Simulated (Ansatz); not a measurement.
A family of molecules: the HOMO–LUMO gap

One atom is swapped for its congeners: BH3(NH3); AlH3(NH3); GaH3(NH3); InH3(NH3). All are singlets with charge 0.

Shapes, held fixed at every level: PBE0-D4/def2-TZVP. Programs: Ansatz 0.2.0. Values in eV.

(1) How should the HOMO–LUMO gap change along the series?

Answers

(1) At wB97X-V/def2-TZVPP the HOMO–LUMO gap isn't monotonic: it is largest for B and smallest for In (12.17 and 10.80 eV). Every level shows the same order. For atoms past krypton def2 sets carry core potentials with scalar relativity. Relativity is left out for Ga unless named. Orbital gaps aren't excitation energies, and the LUMO depends on the basis.

```json
{"level": "r2SCAN-D4/def2-TZVPP", "BH3(NH3)": "6.70", "AlH3(NH3)": "5.98", "GaH3(NH3)": "6.16", "InH3(NH3)": "5.72"}
{"level": "B3LYP-D4/def2-TZVPP", "BH3(NH3)": "7.20", "AlH3(NH3)": "6.54", "GaH3(NH3)": "6.70", "InH3(NH3)": "6.26"}
{"level": "BHLYP-D4/def2-TZVPP", "BH3(NH3)": "9.69", "AlH3(NH3)": "8.88", "GaH3(NH3)": "9.02", "InH3(NH3)": "8.42"}
{"level": "PBE0-D4/def2-TZVPP", "BH3(NH3)": "7.76", "AlH3(NH3)": "7.05", "GaH3(NH3)": "7.23", "InH3(NH3)": "6.74"}
{"level": "wB97M-V/def2-TZVPP", "BH3(NH3)": "11.49", "AlH3(NH3)": "10.71", "GaH3(NH3)": "10.91", "InH3(NH3)": "10.19"}
{"level": "wB97X-V/def2-TZVPP", "BH3(NH3)": "12.17", "AlH3(NH3)": "11.38", "GaH3(NH3)": "11.52", "InH3(NH3)": "10.80"}
```

The gap falls overall from boron to indium, but gallium interrupts the descent: its adduct has a larger gap than the aluminium one with every functional. In these hydrides the HOMO is expected to be mainly M–H σ bonding, polarised towards hydrogen. Boron's compact 2s and 2p orbitals overlap strongly with hydrogen, which favours a wide separation between filled and empty levels, whereas the more diffuse valence orbitals of indium give weaker overlap and a narrower one.

The reversal at gallium probably reflects the filled 3d shell, which screens the nuclear charge poorly. This contracts and stabilises the 4s orbital in particular, making gallium more electronegative than aluminium and offsetting the usual loss of overlap down the group.

The ordering is much more secure than the size of the gap, which for the aluminium adduct runs from 5.98 to 11.38 eV, probably because the functionals differ in their share of exact exchange. Without the separate orbital energies, the gallium reversal can't be assigned to a lower HOMO or a higher LUMO.
